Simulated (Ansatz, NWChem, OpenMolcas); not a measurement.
## How basis sets differ on C2HClFIn (SMILES C#[C][In]([F])[Cl])

C2HClFIn has 6 atoms, charge 0, and is taken as a singlet. As SMILES, `C#[C][In]([F])[Cl]`. The coordinates come from a PBE0-D4/def2-TZVP relaxation.

Quantity: the HOMO–LUMO gap, in eV. The values are calculated.

| level | kind | program | value (eV) | CPU time |
| --- | --- | --- | --- | --- |
| HF/ANO-R0 (sfX2C) | Hartree–Fock | OpenMolcas | 12.02 | 12 s |
| HF/ANO-RCC-MB (DKH2) | Hartree–Fock | OpenMolcas | 12.88 | 6.2 s |
| HF/STO-3G | Hartree–Fock | OpenMolcas | 13.76 | 3 s |
| HF/3-21G | Hartree–Fock | Ansatz | 12.55 | 2.2 s |
| HF/def2-SVP (core potential) | Hartree–Fock | NWChem | 12.60 | 26 s |

All-electron rows without a relativistic Hamiltonian named are non-relativistic, while core potentials hold scalar relativity, so basis and relativity change together. The values span 12.02 to 13.76 eV. A Hartree–Fock LUMO above zero doesn't converge with the basis: it sinks as sets grow more diffuse. Orbital gaps aren't excitation energies. CPU times are rough (shared hosts, several kinds of processor and program).

The gap doesn't follow basis size alone. The minimal sets supply both extremes, 13.76 eV with STO-3G and 12.02 eV with ANO-R0, while the split-valence 3-21G and def2-SVP fall between them and nearly coincide. That agreement may owe something to cancellation, and isn't evidence of a basis limit.

In three-coordinate In(III), the lowest valence acceptor orbital is probably the vacant In 5p, mixed with In–ligand antibonding character, while the HOMO should lie on the ethynyl π system or the chlorine lone pairs. A minimal set has almost no freedom to reshape an empty orbital, so its energy depends heavily on how the contractions were built. Split valence functions let both frontier orbitals adjust in size to the polar In–ligand bonds. The large gaps throughout are typical of Hartree–Fock, whose virtual orbitals feel the field of all the electrons and so lie high. Without the separate orbital energies, the spread can't be assigned to the HOMO or the LUMO.
